## Gradients of the true and the unreweighted variance: limits and scaling

### 1. General result

Conventions: $\psi_p$ is real and nodeless, $\langle f\rangle=\int\psi_p^2f/\int\psi_p^2$, $E_L=H\psi_p/\psi_p$, $E=\langle E_L\rangle$, $O_i=\partial_{p_i}\ln\psi_p$ and $\Delta f=f-\langle f\rangle$. Derivatives $\partial_iE_L$ are taken at fixed positions.

For any $f$, $\partial_i\langle f\rangle=\langle\partial_if\rangle+2\langle\Delta O_i\,f\rangle$. With $f=E_L$ and $\langle\partial_iE_L\rangle=0$ (hermiticity of $H$), $\partial_iE=2\langle\Delta O_i\,\Delta E_L\rangle$. With $f=(\Delta E_L)^2$ the term in $\partial_iE$ multiplies $\langle\Delta E_L\rangle=0$ and drops:

$$\partial_i\sigma^2=G_1+G_2,\qquad G_1=2\langle\Delta E_L\,\partial_iE_L\rangle,\qquad G_2=2\langle\Delta O_i\,(\Delta E_L)^2\rangle .$$

$G_1$: the local energy changes on a frozen sample. $G_2$: the sample moves.

The unreweighted variance $\sigma_u^2(p;p_0)$ is the variance of $E_L(p)$ over $\psi_{p_0}^2$. Its gradient in $p$ at $p=p_0$ is $G_1$. Cycling (minimise, resample) stops where $G_1=0$. Three conditions result: E ($\partial_iE=0$), U ($G_1=0$), V ($G_1+G_2=0$). In general they have different solutions. At an exact eigenstate $\Delta E_L\equiv0$ and all three hold.

**When U equals E.** For a local potential and one mass $m$,
$$\partial_iE_L=\mathcal LO_i,\qquad \mathcal L=-\frac{\hbar^2}{2m}\left(\nabla^2+2\nabla\ln\psi\cdot\nabla\right).$$
$-\mathcal L/\hbar$ generates the drift–diffusion walk that samples $\psi^2$. If $\mathcal L\,\Delta O=\mu\,\Delta O$, then $G_1=\mu\,\partial_pE$, and U and E share their solutions although $\psi$ is not exact.

**Order counting near an eigenstate.** Let $\Delta E_L=O(\delta)$, with finite moments. Then $\partial_iE$ and $G_1$ are $O(\delta)$ with different coefficients, and $G_2=O(\delta^2)$. Hence $p_U-p_E=O(\delta)$ and $p_V-p_U=O(\delta^2)$.

### 2. Dimensional analysis

$H=-\hbar^2\nabla^2/2m-Ze^2/4\pi\epsilon r$ and $\psi=e^{-\alpha r^2}$. The Hamiltonian supplies one length and one energy,
$$a=\frac{4\pi\epsilon\hbar^2}{mZe^2},\qquad \mathcal E=\frac{\hbar^2}{ma^2}=\frac{Ze^2}{4\pi\epsilon a}.$$
The only group is $\lambda=\alpha a^2$; $m$, $Z$ and $\epsilon$ enter through $\lambda$ and the prefactors alone. Variance gradients have the unit J² m²:
$$G_{1,2}=\mathcal E^2a^2\,g_{1,2}(\lambda),\qquad \mathcal E^2a^2=\left(\frac{Ze^2}{4\pi\epsilon}\right)^2,$$
which does not contain the mass. Large $\lambda$ means a tight orbital or weak binding (small $Z$, small $m$, large $\epsilon$); small $\lambda$ the reverse.

Hydrogen with a fixed nucleus: $a=a_0$, $\mathcal E=E_h$, $\mathcal E^2a^2=5.323\times10^{-56}$ J² m². Finite proton mass rescales $a$ and $\mathcal E$ by the relative amount $m_e/m_p=5.4\times10^{-4}$ and leaves every function of $\lambda$ unchanged. The SI values below are for the fixed nucleus.

### 3. Gaussian: closed forms

Lengths in $a$, energies in $\mathcal E$. Then
$$E_L=3\lambda-2\lambda^2r^2-\frac1r,\qquad O=-r^2,\qquad \partial_\lambda E_L=3-4\lambda r^2 .$$
The variable $s=2\lambda r^2$ is gamma distributed, $\langle s^n\rangle=\Gamma(\tfrac32+n)/\Gamma(\tfrac32)$. So $\mathrm{var}\,s=\tfrac32$, $\mathrm{cov}(s,s^{-1/2})=-1/\sqrt\pi$, $\mathrm{var}\,s^{-1/2}=2-4/\pi$. With $k=\sqrt{2/\pi}=0.7979$ and $c=4(1-2/\pi)=1.4535$:
$$E=\tfrac32\lambda-2k\lambda^{1/2},\qquad \sigma^2=\tfrac32\lambda^2-2k\lambda^{3/2}+c\lambda .$$

The split follows from power counting. The three terms of $\sigma^2$ (kinetic, cross, potential) carry explicit factors $\lambda^4,\lambda^2,\lambda^0$ on a frozen sample. They multiply moments of dimension $r^4,r,r^{-2}$, which scale as $\lambda^{-2},\lambda^{-1/2},\lambda^{1}$ when the sample moves. Weighting each term of $\sigma^2/\lambda$ by these exponents gives
$$g_1=6\lambda-4k\lambda^{1/2},\qquad g_2=-3\lambda+k\lambda^{1/2}+c .$$

**U coincides with E.** Since $\langle r^2\rangle=3/4\lambda$, $\partial_\lambda E_L=4\lambda\,\Delta O$, so $g_1=4\lambda\,dE/d\lambda$; in SI, $\mu=4\hbar^2\alpha/m$. The potential does not enter this relation, so it holds for a single Gaussian in any local potential. Both conditions give
$$\lambda_*=\frac8{9\pi}=0.2829,\qquad E_*=-\frac4{3\pi}=-0.4244 .$$

**V has no solution.** $g_1+g_2=3\lambda-3k\lambda^{1/2}+c$ has its least value $4-19/2\pi=0.976$ at $\lambda=1/2\pi=0.159$. The true variance rises monotonically, and its minimisation drifts to $\lambda\to0$, an unbound electron with $E\to0$. At $\lambda_*$, $g_2=4-28/3\pi=1.029$ and $\sigma^2=0.2912$. The identity $\lambda\,d\sigma^2/d\lambda=\sigma^2+\lambda g_1/4$ shows that $d\ln\sigma^2/d\ln\lambda=1$ exactly there. The term that U omits is the whole gradient, and it is of order one.

| $\lambda$ | $E$ | $\sigma^2$ | $g_1$ | $g_2$ | $g_1+g_2$ |
|---|---|---|---|---|---|
| 0.01 | −0.145 | 0.0131 | −0.259 | 1.503 | 1.244 |
| 0.1 | −0.355 | 0.110 | −0.409 | 1.406 | 0.997 |
| $\lambda_*$ | −0.424 | 0.291 | 0 | 1.029 | 1.029 |
| 1 | −0.096 | 1.358 | 2.808 | −0.749 | 2.060 |
| 10 | 9.954 | 114.1 | 49.91 | −26.02 | 23.88 |

### 4. Regimes in $\lambda$

**Small $\lambda$ (potential dominates).** $\sigma^2\simeq c\lambda$ is the variance of $1/r$, which no parameter changes on a frozen sample. So $g_1\to0$, $g_2\to c$, and
$$\frac{g_1}{g_2}=-\frac{4k}{c}\lambda^{1/2}\left[1-\left(\frac3{2k}+\frac kc\right)\lambda^{1/2}+\dots\right]=-2.196\,\lambda^{1/2}\left[1-2.429\,\lambda^{1/2}+\dots\right].$$
The two gradients have opposite sign: U contracts the orbital towards $\lambda_*$, V spreads it. The collapse is a change of scale and no gain in quality, since $\sigma^2/E^2\to c/4k^2=\pi/2-1=0.571$.

**Large $\lambda$ (kinetic dominates).** The exponents $4$ and $-2$ fix the ratio:
$$\frac{g_2}{g_1}=-\frac12\left[1+\frac{k}{3}\lambda^{-1/2}+\left(\frac{2k^2}9-\frac c3\right)\lambda^{-1}+\dots\right]=-\frac12\left[1+0.266\,\lambda^{-1/2}-0.343\,\lambda^{-1}+\dots\right].$$
The unreweighted gradient has the sign of the true one and tends to twice its size.

**Crossovers.**
- $\lambda=2/9\pi=0.0707$: $g_1$ is most negative, $g_1=-4/3\pi$, and $g_1/g_2=-0.292$.
- $\lambda_*=0.2829$: $g_1$ changes sign.
- $9\lambda-5k\lambda^{1/2}-c=0$, $\lambda=0.463$: $g_1=g_2$. Below it $g_2>|g_1|$, above it $g_1>|g_2|$.
- $3\lambda-k\lambda^{1/2}-c=0$, $\lambda=0.708$: $g_2=0$, the only point where the two variance gradients are equal.

**Fixed reference energy.** Minimising $\langle(E_L-E_T)^2\rangle=\sigma^2+(E-E_T)^2$ adds $2(E-E_T)\,dE/d\lambda$ to the gradient. For $E_T<0$ this tends to $-2k|E_T|\lambda^{-1/2}$ at small $\lambda$ and stops the collapse. The exact $E_T=-\tfrac12$ gives $\lambda=0.0434$ and $E=-0.267$, still far from $\lambda_*$.

### 5. Cycles, steps and sample size

**Convergence of U.** On a sample from $\lambda_0$, with $t=\lambda^2/\lambda_0$,
$$\sigma_u^2=\tfrac32t^2-2k\lambda_0^{1/2}t+c\lambda_0 .$$
The minimum lies at $t=\tfrac23k\lambda_0^{1/2}=(\lambda_*\lambda_0)^{1/2}$, which gives the map
$$\lambda_{n+1}=\lambda_*^{1/4}\lambda_n^{3/4},\qquad \ln\frac{\lambda_n}{\lambda_*}=\left(\tfrac34\right)^n\ln\frac{\lambda_0}{\lambda_*}.$$
Convergence is global, monotone and slow. From a factor of 10 off, $|\ln(\lambda_n/\lambda_*)|<0.01$ needs $n>18.9$, that is 19 cycles.

**Step size for reweighting.** The true variance at $\lambda$ needs weights $w=e^{-2(\lambda-\lambda_0)r^2}$, for which
$$\frac{\langle w^2\rangle_0}{\langle w\rangle_0^2}=\left[\frac{\lambda^2}{\lambda_0(2\lambda-\lambda_0)}\right]^{3/2}.$$
For a small step $\lambda=\lambda_0(1+\eta)$ this is $1+\tfrac32\eta^2$. It diverges at $\lambda=\lambda_0/2$, on the side to which V drives.

**Sample size $N$.** The Gaussian has no cusp, so $E_L\simeq-1/r$ at the nucleus, and a ball of radius $r$ has probability $\propto r^3$. The integrand of $G_1$ goes as $1/r$: its tail probability falls as $X^{-3}$, its variance is finite, and the noise scales as $N^{-1/2}$. The integrand of $G_2$ goes as $1/r^2$: the tail falls as $X^{-3/2}$, the variance is infinite, and the sample mean fluctuates as $N^{2/3-1}=N^{-1/3}$.

### 6. Shape exponent: from the Gaussian to the exact state

The coincidence of U and E belongs to the Gaussian. Take $\psi=e^{-\beta r^\nu}$ with $r$ in $a$, $\nu$ fixed and $\beta$ optimised. $\nu=2$ is the Gaussian; $\nu=1$, $\beta=1$ is exact. Put $q=1/\nu$, $y=(2\beta)^q$ (an inverse length) and $s=(yr)^\nu$, with $\langle s^n\rangle=\Gamma(3q+n)/\Gamma(3q)$. Then $E_L=y^2T-yV$ and $\beta\,\partial_\beta E_L=y^2D$, with $V=s^{-q}$ and
$$T=\tfrac{\nu(\nu+1)}4s^{1-2q}-\tfrac{\nu^2}8s^{2-2q},\qquad D=\tfrac{\nu(\nu+1)}4s^{1-2q}-\tfrac{\nu^2}4s^{2-2q}.$$
For $\nu>\tfrac12$, where the variance is finite, the averages times $\Gamma(3q)$ are

- $T$: $\nu(\nu+1)\Gamma(1+q)/8$; $V$: $\Gamma(2q)$; $D$: $0$;
- $T^2$: $\nu^2(2\nu^2-\nu+9)\Gamma(2-q)/64$; $TV$: $\nu(\nu+2)/8$; $V^2$: $\Gamma(q)$;
- $TD$: $\nu^2(\nu^2-2\nu+3)\Gamma(2-q)/16$; $VD$: $\nu/4$.

E gives $y=\langle V\rangle/2\langle T\rangle$, and U gives $y=\langle VD\rangle/\langle TD\rangle$:
$$y_E=\frac{4\,\Gamma(2q)}{\nu(\nu+1)\Gamma(1+q)},\qquad y_U=\frac{4}{\nu(\nu^2-2\nu+3)\Gamma(2-q)} .$$
The energy obeys $E(y)=E_E[1-(y/y_E-1)^2]$. With covariances $C$, $\sigma^2=y^4C_{TT}-2y^3C_{TV}+y^2C_{VV}$, and V reads $2C_{TT}y^2-3C_{TV}y+C_{VV}=0$. The larger root $y_V$ is a local minimum, the smaller a barrier. Real roots need
$$\rho^2=\frac{C_{TV}^2}{C_{TT}C_{VV}}\ge\frac89 .$$
Kinetic and potential local energies must be almost fully correlated. The Gaussian has $\rho^2=1/(3\pi-6)=0.292$.

| $\nu$ | $y_E$ | $y_U$ | $y_V$ | $E_E$ | $E_U$ | $E_V$ |
|---|---|---|---|---|---|---|
| 1 | 2 | 2 | 2 | −1/2 | −1/2 | −1/2 |
| 5/4 | 1.364 | 1.690 | 1.458 | −0.491 | −0.463 | −0.488 |
| 3/2 | 1.055 | 1.327 | none | −0.471 | −0.440 | none |
| 2 | 0.752 | 0.752 | none | −0.424 | −0.424 | none |

**At $\nu=1$.** $\sigma^2=y^2(y-2)^2/16$: all three conditions hold at $y=2$. V keeps a barrier at $y=1$ and collapses below it. On any frozen sample $\sigma_u^2\propto(\beta-1)^2$, so U converges in one cycle.

**Near it, $\nu=1+\delta$.** Logarithmic derivatives of the closed forms give $y_E\simeq2[1+(\gamma-\tfrac52)\delta]$ and $y_U\simeq2[1+(\gamma-1)\delta]$, with Euler's constant $\gamma$. At U, $\Delta E_L\simeq\delta f$ with $f=(2\ell+1)/s-\ell$, $\ell=\ln s+\gamma$, $s=2r$. The gamma moments give $\langle f^2\rangle=\pi^2/6+\tfrac12$ and $\langle\Delta O\,f^2\rangle=\pi^2/6$ for $O=-r$. So $G_2\simeq\pi^2\delta^2/3$, to be cancelled by $G_1$, whose slope in $\beta$ is $2\,\mathrm{var}(1/r)=2$. Hence
$$\frac{y_U}{y_E}\simeq1+\tfrac32\delta,\qquad \frac{y_V}{y_U}\simeq1-\frac{\pi^2}6\delta^2,\qquad \sigma^2_U\simeq2.145\,\delta^2 ,$$
which are the orders found in section 1. The energy errors are $E_E+\tfrac12\simeq(\pi^2/12-\tfrac58)\delta^2=0.197\,\delta^2$ and, after adding $\tfrac12(\tfrac32\delta)^2$, $E_U+\tfrac12\simeq(\pi^2/12+\tfrac12)\delta^2=1.322\,\delta^2$. Both variance criteria give 6.7 times the energy error of E at leading order.

**Crossovers in $\nu$.** To leading order $1-\rho^2\simeq2.145\,\delta^2$, which reaches $\tfrac19$ at $\delta=0.23$. The full expression puts the loss of the V minimum at $\nu_c=1.27$. Between $\nu=1$ and $2$, $y_U/y_E$ peaks at 1.27 near $\nu=1.4$. It returns to 1 at the Gaussian as $1-(\tfrac43-\ln2)(\nu-2)$, a slope of $-0.640$, so the crossing is simple and isolated. For $\nu\to\infty$, $y_U/y_E\to2/\nu^2$.

### 7. Numbers in SI for the Gaussian

**Hydrogen.** The E and U solution is $\alpha_*=1.010\times10^{20}$ m⁻². There $E=-1.850\times10^{-18}$ J ($-11.55$ eV), against the exact $-E_h/2=-2.180\times10^{-18}$ J, an error of $1-8/3\pi=15.1$ per cent. The spread is $\sigma=0.5396\,E_h=2.353\times10^{-18}$ J, larger than $|E|$. The gradients are $G_1=0$ and $G_2=5.478\times10^{-56}$ J² m². The crossovers $G_1=G_2$ and $G_2=0$ lie at $\alpha=1.654\times10^{20}$ and $2.530\times10^{20}$ m⁻².

**Shallow donor in GaAs.** The isotropic effective-mass model has the same $H$, with the typical inputs $m=0.067\,m_e$, $\epsilon=12.9\,\epsilon_0$, $Z=1$. Then $a=1.019\times10^{-8}$ m and $\mathcal E=1.755\times10^{-21}$ J. The model's numbers are $\alpha_*=2.73\times10^{15}$ m⁻², $E=-7.45\times10^{-22}$ J ($-4.65$ meV, against the model's exact $-5.48$ meV), $\sigma=9.47\times10^{-22}$ J and $G_2=3.29\times10^{-58}$ J² m². The last is the hydrogen value divided by $12.9^2$, with no factor from the mass.